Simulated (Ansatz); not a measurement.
## A series in volume scale on B

Plane-wave DFT, scalar-relativistic PAW made under PBE with cores redone for the functional, no dispersion; the given relaxed cell is scaled uniformly, energy at zero smearing counts from the unscaled cell, pressure at the given Fermi-Dirac smearing is positive in compression. The results are calculated, by Ansatz 0.2.0.

The cell before it is scaled or strained (space group Fm-3m, No. 225):
```
B
1.0
      0.0000     1.4280     1.4280
      1.4280     0.0000     1.4280
      1.4280     1.4280     0.0000
B
1
Direct
  0.00000 0.00000 0.00000
```

Settings of every row: spin polarised no; functional PBEsol; wave cutoff 420 eV; smearing width 0.1 eV; k mesh 21x21x21.

Atom starting moment: 0 on all atoms.

Limits: all rows lie far from zero pressure; the cell comes from a prototype or a list of computed structures and needn't be the stable phase.

```
row  volume scale  V (Å³/atom)  energy change per atom (meV)  pressure (GPa)
  1          0.88        5.125                          89.9           45.53
  2          0.92        5.358                         37.34           27.42
  3          0.96        5.591                             ?               ?
  4          1.04        6.057                          7.58          -10.13
  5          1.08         6.29                         28.64          -18.56
  6          1.12        6.523                         60.83          -25.52
```

Question: what energy change per atom and pressure should row 3 give?

Worked fit of energy change per atom. Take u = (V_r/V)^(2/3) − 1 with V_r = 6.057 Å³ an atom, which is twice the finite (Eulerian) strain; such expansions in the strain, on which the Birch-Murnaghan equation of state is built, carry the rest volume and the bulk modulus. The shown rows have u = 0.11783, 0.08518, 0, -0.02485, -0.04821. Least squares give energy change per atom = 7.703 − 577.304 × u + 10829.79 × u² meV; a straight line predicts inner rows, each left out in turn, worse (root mean square 30 against 0.33 meV). The rows lie off it by -0.14, 0.23, -0.12, -0.10, 0.12 (root mean square 0.15 meV). Its lowest point lies at u = 0.0267, or V = 5.823 Å³ an atom, and the curvature there gives the bulk modulus at fixed shape and fractions, B = (4/9)(1 + u)² E″(u)/V = 279 GPa. The withheld row has u = 0.05482, so the fit gives 7.703 − 577.304 × (0.05482) + 10829.79 × (0.05482)² = 8.60 meV.

The calculation gave 8.77 meV. The fit lies 0.17 meV (1.9 % of the value, 0.21 % of the column's range) below it; its largest miss of a shown row is 0.23 meV.

Worked fit of pressure. Take u = (V_r/V)^(2/3) − 1 with V_r = 6.057 Å³ an atom, which is twice the finite (Eulerian) strain; such expansions in the strain, on which the Birch-Murnaghan equation of state is built, carry the rest volume and the bulk modulus. The shown rows have u = 0.11783, 0.08518, 0, -0.02485, -0.04821. Least squares give pressure = −10.158 + 362.689 × u + 930.13 × u² GPa; a straight line predicts inner rows, each left out in turn, worse (root mean square 2.6 against 0.089 GPa). The rows lie off it by 0.04, -0.06, 0.03, 0.04, -0.04 (root mean square 0.043 GPa). The pressure vanishes at u = 0.0262, or V = 5.826 Å³ an atom, and there the bulk modulus at fixed shape and fractions is B = −V dP/dV = (2/3)(1 + u) dP/du = 282 GPa. The withheld row has u = 0.05482, so the fit gives −10.158 + 362.689 × (0.05482) + 930.13 × (0.05482)² = 12.52 GPa.

The calculation gave 12.46 GPa. The fit lies 0.06 GPa (0.084 % of the column's range) above it; its largest miss of a shown row is 0.06 GPa.
